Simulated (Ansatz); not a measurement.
C: pressure and energy change per atom against volume scale

All results are calculated (Ansatz 0.2.0). Plane-wave DFT, scalar-relativistic PAW made under PBE with cores redone for the functional, no dispersion; the given relaxed cell is scaled uniformly, energy at zero smearing counts from the unscaled cell, pressure at the given Fermi-Dirac smearing is positive in compression.

The cell before it is scaled or strained (space group P6_3/mmc, No. 194):
```
C
1.0
      2.5238     0.0000     0.0000
     -1.2619     2.1857     0.0000
      0.0000     0.0000     4.1990
C
4
Direct
  0.33333 0.66667 0.06269
  0.66667 0.33333 0.56269
  0.33333 0.66667 0.43731
  0.66667 0.33333 0.93731
```

Settings of every row: spin polarised no; functional RPBE; wave cutoff 420 eV; smearing width 0.05 eV; k mesh 12x12x7.

Atom starting moment: 0 on all atoms.

Limits: all rows lie far from zero pressure; bonds stretch with the cell, so the curve is stiffer than the relaxed crystal; the cell comes from a prototype or a list of computed structures and needn't be the stable phase.

```
row  volume scale  V (Å³/atom)  pressure (GPa)  energy change per atom (meV)
  1          0.88        5.096           67.81                        133.07
  2          0.92        5.327           40.77                          55.2
  3          0.96        5.559           18.44                         12.92
  4          1.04        6.022          -15.29                         11.42
  5          1.08        6.254               ?                             ?
  6          1.12        6.486          -38.34                         91.06
```

Question: what pressure and energy change per atom should row 5 give?

Worked fit of pressure. Take u = (V_r/V)^(2/3) − 1 with V_r = 5.559 Å³ an atom, which is twice the finite (Eulerian) strain; such expansions in the strain, on which the Birch-Murnaghan equation of state is built, carry the rest volume and the bulk modulus. The shown rows have u = 0.05969, 0.02883, 0, -0.05194, -0.09771. Least squares give pressure = 18.464 + 732.74 × u + 1554.4 × u² GPa; a straight line predicts inner rows, each left out in turn, worse (root mean square 4.4 against 0.15 GPa). The rows lie off it by 0.07, -0.11, -0.02, 0.11, -0.05 (root mean square 0.08 GPa). The pressure vanishes at u = -0.0267, or V = 5.789 Å³ an atom, and there the bulk modulus at fixed shape and fractions is B = −V dP/dV = (2/3)(1 + u) dP/du = 422 GPa. Letting shape and atoms relax would as a rule lower it, by much in layered, chain or molecular crystals. The withheld row has u = -0.07553, so the fit gives 18.464 + 732.74 × (-0.07553) + 1554.4 × (-0.07553)² = -28.01 GPa.

The calculation gave -27.92 GPa. The fit lies 0.09 GPa (0.085 % of the column's range) below it; its largest miss of a shown row is 0.11 GPa.

Worked fit of energy change per atom. Take u = (V_r/V)^(2/3) − 1 with V_r = 5.559 Å³ an atom, which is twice the finite (Eulerian) strain; such expansions in the strain, on which the Birch-Murnaghan equation of state is built, carry the rest volume and the bulk modulus. The shown rows have u = 0.05969, 0.02883, 0, -0.05194, -0.09771. Least squares give energy change per atom = 12.759 + 949.47 × u + 17904.6 × u² meV; a straight line predicts inner rows, each left out in turn, worse (root mean square 51 against 0.42 meV). The rows lie off it by -0.16, 0.19, 0.16, -0.33, 0.13 (root mean square 0.21 meV). Its lowest point lies at u = -0.0265, or V = 5.788 Å³ an atom, and the curvature there gives the bulk modulus at fixed shape and fractions, B = (4/9)(1 + u)² E″(u)/V = 418 GPa. Letting shape and atoms relax would as a rule lower it, by much in layered, chain or molecular crystals. The withheld row has u = -0.07553, so the fit gives 12.759 + 949.47 × (-0.07553) + 17904.6 × (-0.07553)² = 43.19 meV.

The calculation gave 42.92 meV. The fit lies 0.27 meV (0.22 % of the column's range) above it; its largest miss of a shown row is 0.33 meV.
